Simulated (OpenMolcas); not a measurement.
## A ladder of methods for InH3 (SMILES [InH3])

InH3: 4 atoms, total charge 0, spin state singlet. As SMILES, `[InH3]`. The coordinates come from a PBE0-D4/def2-TZVP relaxation.

```xyz
4

In    0.0139   -0.0151   -0.0051
H     0.4155    1.5160    0.6782
H    -1.0956   -0.1073   -1.3214
H     0.7218   -1.4540    0.6280
```

Each level gives the energy change with the In1–H4 bond stretched from 1.724 to 3.103 Å (eV). The values are calculated.

| level | kind | program | value (eV) | less CCSD(T)/def2-TZVP | CPU time (all runs) |
| --- | --- | --- | --- | --- | --- |
| SVWN5/def2-TZVP (core potential) (restricted) | LDA | OpenMolcas | 2.66 | +0.12 | 26 s |
| BLYP/def2-TZVP (core potential) (restricted) | GGA | OpenMolcas | 2.41 | -0.13 | 34 s |
| revPBE/def2-TZVP (core potential) (restricted) | GGA | OpenMolcas | 2.46 | -0.08 | 34 s |
| r2SCAN/def2-TZVP (core potential) (restricted) | meta-GGA | OpenMolcas | 2.75 | +0.21 | 40 s |
| B3LYP/def2-TZVP (core potential) (restricted) | global hybrid | OpenMolcas | 2.69 | +0.15 | 34 s |
| PBE0/def2-TZVP (core potential) (restricted) | global hybrid | OpenMolcas | 2.83 | +0.29 | 30 s |
| B2PLYP/def2-TZVP (core potential) (restricted) | double hybrid | OpenMolcas | 2.85 | +0.31 | 27 s |
| CCSD(T)/def2-TZVP (core potential) (restricted) | coupled cluster or CI | OpenMolcas | 2.54 | 0.00 | 35 s |

CCSD(T)/def2-TZVP (core potential) (restricted) is the highest level here, not the true value. At this stretch a single reference begins to fail. The first shape isn't each level's own minimum. The values span 2.41 to 2.85 eV. In the correlated wave-function rows the outer d shell of In is correlated, in sets not made for it. Times are those of the runs behind each value, whatever else they computed, on shared processors of several kinds: orders of magnitude only.

Stretching one In–H bond costs about as much at every level as expected for a fairly weak, mildly polar covalent bond between indium 5s/5p orbitals and hydrogen 1s. As the overlap falls, the bonding and antibonding orbitals approach each other, and the electron pair should separate into one electron on hydrogen and one on an InH2 fragment. A closed-shell determinant instead retains too much ionic character, an error that exact exchange probably makes costlier, in line with the rise from BLYP (2.41 eV) to B3LYP (2.69 eV) and the high PBE0 and B2PLYP values. Exact exchange can't be the whole story, since r2SCAN, which has none, lies above B3LYP.

Only the two GGAs fall below CCSD(T), and revPBE comes closest at -0.08 eV. That closeness at a single stretched geometry doesn't establish that revPBE describes the In–H bond better than the hybrids do. Nor are these energies bond dissociation energies, because the hydrogen is still interacting with an InH2 fragment that hasn't relaxed.
